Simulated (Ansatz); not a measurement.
## Correcting a cheap level on Ge-containing molecules

The vertical ionisation energy (cation less neutral) in eV of 8 Ge-containing molecules: x at MP2/def2-TZVPP, y at CCSD(T)/def2-TZVPP. Shapes, held fixed at every level: PBE0-D4/def2-TZVP. Flexible molecules stand in one conformer, not always the lowest. Programs: Ansatz 0.2.0.

```
                                               molecule  x (eV)  y (eV)
    Ge2Si3H10 (SMILES [SiH2]1[SiH2][GeH2][SiH2][GeH2]1)    9.50    9.38
               Ge4H10 (SMILES [GeH3][GeH2][GeH2][GeH3])    9.60    9.53
Ge2Si4H14 (SMILES [SiH3][SiH2][SiH2][GeH2][SiH2][GeH3])    9.60    9.50
             Ge3SiH10 (SMILES [SiH3][GeH2][GeH2][GeH3])    9.61    9.54
      Ge2Si3H12 (SMILES [SiH3][GeH2][SiH2][GeH2][SiH3])    9.62       ?
       Ge4SiH12 (SMILES [GeH3][GeH2][SiH2][GeH2][GeH3])    9.63    9.53
      Ge2Si3H12 (SMILES [SiH3][GeH2][SiH2][SiH2][GeH3])    9.68    9.59
             Ge3SiH10 (SMILES [GeH3][SiH2][GeH2][GeH3])    9.71    9.64
```

Problem. Fit y = c + s·x to the known rows and predict y for Ge2Si3H12 (SMILES [SiH3][GeH2][SiH2][GeH2][SiH3]).

Solution. 
1. Means of the 7 rows: x = 9.6186, y = 9.530.
2. Σ(Δx)² = 0.027086, Σ(Δx·Δy) = 0.032, so the slope is 0.032/0.027086 = 1.1814.
3. Intercept: 9.530 − (1.1814) × 9.6186 = -1.833. The largest residual of the fit is 0.022.
4. Ge2Si3H12 (SMILES [SiH3][GeH2][SiH2][GeH2][SiH3]): -1.833 + 1.1814 × 9.62 = 9.53 eV.

CCSD(T)/def2-TZVPP gives 9.53 eV, so the prediction is off by 0.00 eV: they agree to the digits shown. Uncorrected, MP2/def2-TZVPP misses Ge2Si3H12 (SMILES [SiH3][GeH2][SiH2][GeH2][SiH3]) by +0.09 eV, and the other rows by 0.09 on average. The line removes about 100 % of this miss, partly by chance. Left out in turn, the other rows are missed by 0.02 eV on average, so much of the error is systematic among these molecules. Cations run unrestricted. Relativity is left out for Ge. Outer-core shells of Ge are correlated, in sets that cover them unevenly.

MP2 places every known ionisation energy above CCSD(T), and the excess is smallest for the four-membered chains and largest for the ring. The electron leaves a σ orbital spread over the Si–Ge backbone, so a similar correlation error in each molecule is expected, probably because second-order theory misjudges the change in pair correlation and relaxation on ionisation. This explains why a simple shift does most of the work. The slope of 1.1814 has less meaning: the ring, at the low end of the range, supplies much of its excess over one.

The two Ge3SiH10 isomers differ at CCSD(T), 9.54 against 9.64 eV, with the lower value for the chain whose central bond is Ge–Ge. Ge4H10, with the same central bond, lies at 9.53 eV. This suggests that the hole sits mainly on the inner bonds, where the higher-lying Ge–Ge σ level counts most, although a different backbone twist could also shift σ conjugation. The fit gives no support for carrying the correction over to molecules that ionise from a lone pair or π orbital.
